**Scaling or computing the α-sensitivity of a four-electron ion**

The decision is whether the sensitivity of a Be-like level to the fine-structure constant α can be scaled from the hydrogenic formula or has to come from a self-consistent run. At the Dirac-Coulomb Hartree-Fock level the answer depends on the nuclear charge $Z$. For the three heavy ions below, a screened Dirac formula with no fitted constant reproduces the computed sensitivities to about 0.2 %. For Be, B+ and N3+ the same formula misses the 2s value by 9 to 59 %, and there the self-consistent number is itself incomplete, because the omitted Breit interaction is large: its main part, the Gaunt energy, is 14 to 25 % of the sensitivity of the total energy.

The sizes to remember are these. The sensitivity of an s level is a fifth to a third of $(Z\alpha)^2$ times its binding energy, about $2\times10^{-4}$ of it in Be and 3 to 4 % in Ag43+. In absolute terms q(2s1/2) runs from about 1 meV to about 300 eV. Electron repulsion removes half of the bare-nucleus 1s sensitivity in Be and nine tenths of the 2s one, but only 7 % and 12 % in Ag43+.

B-spline radial code 1, Dirac-Coulomb Hartree-Fock at the basis-set limit, average of configuration, Fermi nucleus (skin thickness 2.3 fm), no Breit or QED terms. Four-electron atom and ions, all [He] 2s²; ε is the orbital energy. q is the slope of each energy in x = (α/α0)² − 1, with α0 the real value, from runs with the speed of light scaled by 0.98 and 1.02.

| species | Z | charge (e) | ε(1s1/2) (eV) | ε(2s1/2) (eV) | q(1s1/2) (eV) | q(2s1/2) (eV) | q(total energy) (eV) |
| --- | --- | --- | --- | --- | --- | --- | --- |
| Be | 4 | 0 | -128.805 | -8.41708 | -0.02254 | -0.001430 | -0.0781 |
| B+ | 5 | 1 | -222.812 | -23.7849 | -0.06205 | -0.006998 | -0.2067 |
| N3+ | 7 | 3 | -493.352 | -75.3352 | -0.2793 | -0.04849 | -0.8769 |
| Kr32+ | 36 | 32 | -16939.1 | -3967.00 | -298.1 | -86.28 | -812.6 |
| Mo38+ | 42 | 38 | -23398.7 | -5546.31 | -574.2 | -168.5 | -1558 |
| Ag43+ | 47 | 43 | -29642.6 | -7083.73 | -931.4 | -275.8 | -2520 |

## What happens

Here ε is the orbital energy and $q = d\varepsilon/dx$ with $x = (\alpha/\alpha_0)^2 - 1$, where $\alpha_0$ is the real value. A small change $\delta\alpha$ moves a level by $2q\,\delta\alpha/\alpha$, with the hartree held fixed as the unit. Every row is a closed-shell 1s² 2s² state, so the averaging over the configuration mixes no levels and the rows form one series.

Every q is negative: the levels sink as α grows. Between any two neighbouring rows $|q|$ rises faster than $Z^4$. The local exponent $d\ln|q|/d\ln Z$ of 1s falls from 4.54 (Be to B+) to 4.25 (Kr32+ to Mo38+) and turns up to 4.30 on the last step. For 2s it starts at 7.12, falls to 4.34 and also turns up, to 4.38. The ratio q(2s1/2)/q(1s1/2) climbs row by row from 0.063 to 0.296 and stays below the hydrogenic 5/16. The fractional sensitivity $q/\varepsilon$ is larger for 2s than for 1s in each row except Be.

## The bare nucleus

One electron at a point nucleus has, in hartree, with $c = 1/\alpha$ and $\gamma = \sqrt{1-(Z\alpha)^2}$,

$$\varepsilon_{1s} = c^2(\gamma - 1), \qquad \varepsilon_{2s} = c^2\left[\sqrt{(1+\gamma)/2} - 1\right].$$

The expansions are $-Z^2/2 - Z^4\alpha^2/8 - Z^6\alpha^4/16$ and $-Z^2/8 - 5Z^4\alpha^2/128 - 21Z^6\alpha^4/1024$. Since $\alpha^2 = \alpha_0^2(1+x)$, the derivative returns the $\alpha^2$ term once and the $\alpha^4$ term twice:

$$q_0(1s) \approx -\frac{Z^4\alpha^2}{8}\left[1 + (Z\alpha)^2\right], \qquad q_0(2s) \approx -\frac{5Z^4\alpha^2}{128}\left[1 + \tfrac{21}{20}(Z\alpha)^2\right].$$

This gives the sign, which is that of the mass-velocity term outweighing the Darwin term, and it gives the power 4 and the ratio 5/16. It also shows that q is not the whole relativistic shift of the level: the higher term enters q with double weight, so the two differ by a factor near $1 + (Z\alpha)^2/2$. For four non-interacting Dirac electrons the factor is 1.0004 at $Z = 4$ and 1.066 at $Z = 47$. Those two figures belong to the bare-nucleus model and not to the self-consistent runs.

The bracket matters when rows are judged. In Ag43+ q(2s1/2) is 0.999 of the leading $Z^4\alpha^2$ term, which looks like a perfect hydrogenic level. Against the full Dirac slope it is 0.876. Screening of 12 % and higher orders in $(Z\alpha)^2 = 0.118$ happen to cancel at this charge.

## The repulsion term

With lengths measured in $1/Z$ and energies in $Z^2$, the electron repulsion carries a factor $1/Z$. To first order the orbitals are hydrogenic, and the orbital energies gain

$$\varepsilon^{(1)}_{1s} = F_{11} + 2F_{12} - G_{12}, \qquad \varepsilon^{(1)}_{2s} = F_{22} + 2F_{12} - G_{12},$$

where $F$ and $G$ are the Coulomb and exchange integrals between the 1s and 2s orbitals, labelled 1 and 2. The total energy gains $F_{11} + F_{22} + 4F_{12} - 2G_{12}$, the sum of the two. Each integral is $Z$ times a function of $Z\alpha$. As α grows the orbitals contract, the repulsion rises, and q gains a positive term $q_1 \propto Z^3\alpha^2$. Evaluated exactly over Dirac hydrogenic orbitals it holds no adjustable constant. For the total energy the same term can be read the other way round, by the interchange theorem of double perturbation theory: repulsion swells the orbitals and so weakens their relativistic correction. The two pictures describe one number and must not be added.

It helps to write $q_1$ as a screening constant, $q_0(Z-\sigma_1) \approx q_0 + q_1$. In the light ions $\sigma_1$ is 0.811 for 1s and 1.481 for 2s, and it falls slowly to 0.784 and 1.411 in Ag43+. Relative to $q_0$ the correction is $-4\sigma_1/Z$, which is $-3.2/Z$ for 1s and $-5.9/Z$ for 2s. These two coefficients carry most of the trend. Screening is a fixed amount of charge, and its share fades as $1/Z$.

That 2s is screened more has a plain physical reading. An s electron collects its relativistic shift close to the nucleus, and the amplitude of the inner lobe of 2s is set by how far the outer lobe has spread, which the 1s pair and the 2s partner control. The same runs show the spreading. The product $Z\langle r\rangle$ for 2s is 10.6 bohr in Be, 6.11 in Kr32+ and 5.94 in Ag43+, against 6 for the non-relativistic hydrogenic orbital. The 2s density at the nucleus is 0.033 of the 1s density in Be and 0.070 in N3+, or 0.27 and 0.56 of the hydrogenic 1/8. The ratio of the q values stands at 0.20 and 0.56 of its own limit. The two track each other, loosely in Be, which supports the picture without proving it. The self-consistent q also holds an indirect part, the change of the field in which the orbital moves, and for B+ and Kr32+ the runs separate it. The direct part, the mean of the α-derivative of the one-electron Dirac operator over the orbital, is $-\tfrac12\left(\varepsilon - 2c^2 w + Z\langle 1/r\rangle - v\right)$ for a point nucleus, with $w$ the small-component weight and $v$ the sum of $F$ and $G$ above taken over the self-consistent orbitals. In both ions about nine tenths of the amount by which 2s falls short of the bare slope is direct, the weaker shift of a swollen orbital. For 1s well under half is direct, and the rest is the rising repulsion. The inner-lobe picture therefore describes 2s, while the screening of the 1s slope is mostly indirect.

The turn of the exponent follows from the two corrections together. For $|q| \propto (Z-\sigma)^4[1 + k(Z\alpha)^2]$, with $k = 1$ or 21/20,

$$\frac{d\ln|q|}{d\ln Z} \approx 4 + \frac{4\sigma}{Z} + 2k(Z\alpha)^2 .$$

The screening part falls and the relativistic part rises. Between Kr32+ and Mo38+ the bare Dirac exponent of 1s is 4.17, and $4 \times 0.79/39 = 0.08$ brings it to the 4.25 of the table. Setting the derivative to zero puts the minimum at $Z^3 = \sigma/(k\alpha^2)$, near $Z = 25$ for 1s and $Z = 30$ for 2s. That location is the model's. The table's exponent from N3+ to Kr32+ is an average over a long step and agrees with a minimum in that region without fixing it.

## One estimate in full

Take the 2s level of Kr32+, with $\sigma_1 = 1.441$ from the first-order integrals at $Z = 36$; nothing is fitted.

- Screened charge: $Z' = 36 - 1.441 = 34.559$, $Z'^2 = 1194.3$.
- $(Z'\alpha)^2 = 0.06901 \times (34.559/36)^2 = 0.06360$.
- Leading term: $1194.3 \times 0.06360 \times 5/128 = 2.967$ hartree, or $2.967 \times 27.21 = 80.7$ eV.
- Bracket: $1 + 1.05 \times 0.06360 = 1.067$, so $q \approx -86.1$ eV.

The table has −86.28 eV, so the estimate is 0.2 % small in magnitude. Part of that closeness is cancellation: with the closed Dirac formula in place of the two-term bracket, the screened value is 0.2 % too large. The plain sum, $q_0 + q_1 = -102.5 + 17.0$ eV, falls 1.0 % short of the table.

## How well it does and where it fails

In the heavy ions both parameter-free forms work. The plain sum, with a small nuclear-size term, is short of the tabulated $|q|$ by 0.3 to 0.5 % for 1s, 0.6 to 1.0 % for 2s and 0.1 to 0.2 % for the total. The size term was estimated from the change of the density at the nucleus between the two scaled runs; it is +0.8 eV for 1s in Ag43+, under 0.1 % of q, and negligible in the light ions. The model slopes were taken with the same 2 % steps in $c$ as the table. That step biases the bare-nucleus total slope of Ag43+ by 0.017 %, which is as small as the last printed digit.

In the light ions the truncated series breaks down. A correction of $-5.9/Z$ exceeds unity below $Z \approx 6$, and for 2s in Be and B+ the sum $q_0 + q_1$ has the wrong sign: $-0.0145 + 0.0215$ eV in Be, where the table has −0.001430 eV. The screened form $q_0(Z - \sigma_1)$ keeps the sign but is 59 % too large for 2s in Be and 17 % too small for 1s. In N3+ the misses are 9 % and 5 % in the same directions.

The opposite directions show when each row is solved for the screening constant that reproduces its q. For 2s it falls steadily from 1.76 in Be to 1.43 in Ag43+, lying above $\sigma_1$ in each row. For 1s it rises from 0.66 in Be to 0.78 in Kr32+ and then hardly moves, below $\sigma_1$ in each row. A reading that fits the radii is that hydrogenic orbitals are too compact for the light ions: the swollen 2s shell puts less charge near the 1s orbital than first order assumes, while the 2s electron, living farther out, sees the core as a more complete screen. This is an argument from the shapes and not a separate measurement.

A second-order term $-bZ^2\alpha^2$ (in hartree) repairs the series. One $b$ per column, fitted to all six rows by least squares on the relative error, gives 0.60 for 1s, 0.36 for 2s and 0.67 for the total, with worst errors relative to the table of 1.0 % (N3+), 5.3 % (B+) and 0.3 % (N3+). The light rows decide this fit, so their agreement is no prediction, and for 2s in Be it is a small remainder of three larger terms. Nor is $b$ constant: row by row it drifts from 0.36 to 0.50 for 2s and from 0.59 to about 0.78 for 1s. The light rows fold third and higher orders in $1/Z$ into it, and the heavy rows add relativistic factors and the rough size term. It is an interpolation constant and not the true second-order coefficient. The scatter of $b$ among the heavy rows of the 1s and total columns is within the rounding of q.

A tempting shortcut fails in every row. Reading an effective charge from ε and putting it into the Dirac slope makes $|q|$ too small, by 28 % (1s) and 76 % (2s) in Be and still by 2.0 % and 6.6 % in Ag43+. First order explains why. The non-relativistic integrals $F_{11}, F_{22}, F_{12}, G_{12} = 5/8,\ 77/512,\ 17/81,\ 16/729$ in units of $Z$ give energy screening constants of $5/8 + 34/81 - 16/729 = 1.02$ for 1s and $4(77/512 + 34/81 - 16/729) = 2.19$ for 2s. Both exceed the 0.81 and 1.48 that govern q, since the energy samples the whole orbital and the relativistic shift is weighted towards the less screened interior.

## The irregular row

The same constants test the reversal in Be. To first order $q/\varepsilon$ carries the factor $1 - (4\sigma_q - 2\sigma_\varepsilon)/Z$, with $\sigma_q$ and $\sigma_\varepsilon$ the screening constants of q and of ε. This is $1 - 1.20/Z$ for 1s and $1 - 1.54/Z$ for 2s, so the 2s fractional sensitivity should be $1.25\,(1 - 0.34/Z)$ times the 1s one. That predicts 1.24 for Kr32+, where the table gives $0.02175/0.01760 = 1.24$. It predicts 1.14 for Be, where the table gives $1.699/1.750 = 0.97$; B+ and N3+ lie between, at 1.06 and 1.14. First order has the direction but not the crossing. The reversal comes from higher orders in $1/Z$, and Be is the end of a smooth drift and not a jump. The natural guess is that in the neutral atom the 2s electron sees a net charge of one at long range and spreads most.

## The total energy

Twice the sum of the orbital q is not q(total energy). Orbital energies count each repulsion twice, so $E = 2\varepsilon_{1s} + 2\varepsilon_{2s} - V_{ee}$, with $V_{ee}$ the electron repulsion energy, and the slopes obey the same relation. In Kr32+ the orbital sum is −768.8 eV and the slope of $V_{ee}$ in the same runs is +43.9 eV, which returns the tabulated −812.6 eV to the last digit. The correction is 38 % of $|q|$(total energy) in Be and 4.2 % in Ag43+. The slope of $V_{ee}$ is 0.51 of the first-order term $q_1$ in Be and 0.95 in Ag43+, a direct view of the orbitals approaching the hydrogenic shape.

The total needs no scaled runs at all. Write the Hamiltonian as $c\,\boldsymbol\alpha\cdot\mathbf p + (\beta - 1)c^2 + V$, and let $K$ and $B$ be the mean values of the first two terms, $T = K + B$. The Hellmann-Feynman theorem gives $c\,dE/dc = K + 2B$, the virial theorem for Coulomb forces gives $K = -\langle V\rangle$, and $c\,dx/dc = -2$. Together, for a point nucleus,

$$q(\text{total}) = -\tfrac12\,(T + E).$$

For Be the run at the real $c$ has $T = 14.58163$ and $E = -14.57589$ hartree, so $q = -0.00287$ hartree $= -0.0781$ eV, as printed. The identity holds within 0.12 % in each row; in the heavy ions the remainder is accounted for by the finite nucleus and the step in $c$, and in the light ones by the digits of $T$ and $E$. It is a property of any Dirac-Hartree-Fock solution converged at the basis limit, so it checks the runs and not the screening model.

## What to do about it

For Kr32+ to Ag43+ and their neighbours, scale: the Dirac slope at $Z - 0.79$ for 1s and $Z - 1.43$ for 2s, the mid values of $\sigma_1$ for these ions, stands in for the Dirac-Coulomb run. With these fixed constants the error in the three ions is at most a few tenths of a per cent, still finer than the physics left out. The Gaunt energy of the same runs is 1.9 to 2.5 % of $|q|$(total energy) in these ions, and since its leading part scales as $\alpha^2$ it should add roughly its own positive value to q. The self-energy is larger still, 1.05 hartree in Kr32+ against 0.755 for the Gaunt term. It scales roughly as $\alpha^3$ in these units, so its slope is of the order of its size, a few per cent of q.

For the light ions, compute, and include the Breit interaction. It goes as $Z^3\alpha^2$, the same order as $q_1$, so a Coulomb-only q is incomplete at the very order where screening enters. The Gaunt energy is 25 % of $|q|$(total energy) in Be and 14 % in N3+, and the self-energy of Be, 0.010 eV, is a further 13 %. The four printed figures of q in these rows describe the Dirac-Coulomb model and not the atom.

A measurable sensitivity belongs to a difference of states, and q(2s1/2) is the slope of an eigenvalue. In Be $-\varepsilon$(2s1/2) is 8.417 eV while the difference of total energies of atom and ion is 8.046 eV. Correlation is absent too, and the near-degenerate mixing of 2s² with 2p² is strong in this sequence: the ionisation energies of the same runs, corrected for Breit, QED and recoil, lie 1.28 eV (Be) and 2.46 eV (N3+) below the measured values listed with them. Those are errors of energy. A 2p² admixture takes weight from an orbital that reaches the nucleus and should lessen $|q|$, but by how much these numbers do not say.

The Be reversal may not survive these corrections. In B+ the orbital Breit shift is 62 % of $|q|$ for 1s and 25 % for 2s; in Kr32+ the shares are 6.1 % and 2.1 %. If each shift adds its own value to q, the 1s slope of B+ drops to $0.0621 \times 0.38 = 0.024$ eV in magnitude and the 2s slope to $0.0070 \times 0.75 = 0.0053$ eV, and the 2s fractional sensitivity becomes about twice the 1s one instead of 1.06 times. The orbital self-energies of B+, 18 % of $|q|$ for 1s and 8 % for 2s, push the same way, so with them the ratio is larger still. Whether Be, only 3 % on the other side of equality, crosses back in the same way is the question that a Dirac-Coulomb table leaves open.
